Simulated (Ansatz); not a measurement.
**Which isomer of C2H4CuFSi gives these data?**

These gas-phase data were calculated for one isomer of C2H4CuFSi at BLYP-D3(BJ)/def2-SVP (harmonic, unscaled wavenumbers; equilibrium rotational constants with average atomic masses):

- rotational constants: 4.478, 1.425, 1.199 GHz
- all wavenumbers above 1500 cm⁻¹: 3126, 3042, 3029, 2108, 1594

Candidates:

(1) `F[Si]1([Cu])CC1`, a singlet
(2) `C=C[Si@H](F)[Cu]`, a singlet

Task: Assign the data to one candidate and say why.

Result: Candidate (2). The band at 2108 cm⁻¹ lies where the Si–H stretch is expected; (1) has no mode between 2000 and 2380 cm⁻¹.

The same quantities for all candidates:

```
     rotational constants (GHz)   wavenumbers above 1500 cm⁻¹  E above the lowest, BLYP-D3(BJ)/def2-SVP (kcal/mol)
(1)          4.518, 1.59, 1.308        3108, 3095, 3021, 3019                                                 10.2
(2)         4.478, 1.425, 1.199  3126, 3042, 3029, 2108, 1594                                                  0.0
```

Harmonic stretches to hydrogen usually lie a few per cent above observed fundamentals. Each candidate is one conformer. Programs: Ansatz 0.2.0.

The assignment to the vinylsilyl isomer doesn't rest on the Si–H stretch alone. The mode at 1594 cm⁻¹ is the C=C stretch, lowered by the attached silicon as is usual in vinylsilanes, and the saturated ring has no counterpart. Three C–H stretches instead of four fit the transfer of one hydrogen from carbon to silicon, where the weaker bond vibrates at a much lower wavenumber. The position of the C–H bands says less, since ring strain gives the silirane carbons extra s character in their C–H bonds and pushes these stretches into the alkene region. Among the rotational constants, the largest hardly discriminates; the two smaller ones do, and their lower values reflect the more extended open-chain skeleton.

The energy order probably has its main origin in the strain of the three-membered ring, whose opening more than offsets the exchange of a C–H for a Si–H bond. The data can't fix the absolute configuration at silicon, because mirror images share the same rotational constants and vibrational wavenumbers.
